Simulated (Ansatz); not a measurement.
# Si: the change of pressure with volume per atom

Results calculated with Ansatz 0.2.0, not measured. Periodic Kohn-Sham DFT of a crystal at fixed atoms; pressure and stress are positive in compression; the energy is the free energy less that of spherical unpolarised free atoms; site moments are those in the method's own spheres, positive along +z.

Cell of the first row (space group Imma, No. 74):
```
cell vectors (Å)
  -2.2050     2.3201     1.2490
   2.2050    -2.3201     1.2490
   2.2050     2.3201    -1.2490
atoms (fractions of the cell vectors)
Si  0.80700  0.55700  0.25000
Si  0.19300  0.44300  0.75000
```

Settings of every row: method frozen-core PAW; functional LDA; relativity scalar; k mesh 16x16x16; filling fermi-dirac; smearing width 0.05 eV; wave cutoff 420 eV; paw set soft_2.

Atom start moment: 0 on all atoms.

Limits: PAW files made with PBE.

```csv
row,volume per atom (Å³),pressure (GPa)
1,12.78,22.257
2,12.916,20.103
3,13.051,18.056
4,13.323,?
5,13.459,12.501
6,13.595,10.827
7,13.731,9.236
8,13.867,7.724
9,14.139,4.92
10,14.275,3.622
11,14.411,2.389
```

Question: what pressure should row 4 give?

Worked fit of pressure. Take u = (V_r/V)^(2/3) − 1 with V_r = 13.663 Å³ an atom, which is twice the finite (Eulerian) strain; such expansions in the strain, on which the Birch-Murnaghan equation of state is built, carry the rest volume and the bulk modulus. The shown rows have u = 0.04555, 0.03819, 0.03102, 0.01008, 0.00333, -0.0033, -0.00983, -0.02257, -0.02879, -0.03491. Least squares give pressure = 10.0196 + 240.164 × u + 622.82 × u² GPa; a straight line predicts inner rows, each left out in turn, worse (root mean square 0.36 against 0.0068 GPa). The rows lie off it by 0.006, 0.003, -0.013, -0.003, 0.001, 0.002, 0.005, 0.004, 0.000, -0.006 (root mean square 0.0055 GPa). The withheld row has u = 0.01694, so the fit gives 10.0196 + 240.164 × (0.01694) + 622.82 × (0.01694)² = 14.267 GPa.

The calculation gave 14.26 GPa. The fit lies 0.007 GPa (0.035 % of the column's range) above it; its largest miss of a shown row is 0.013 GPa.
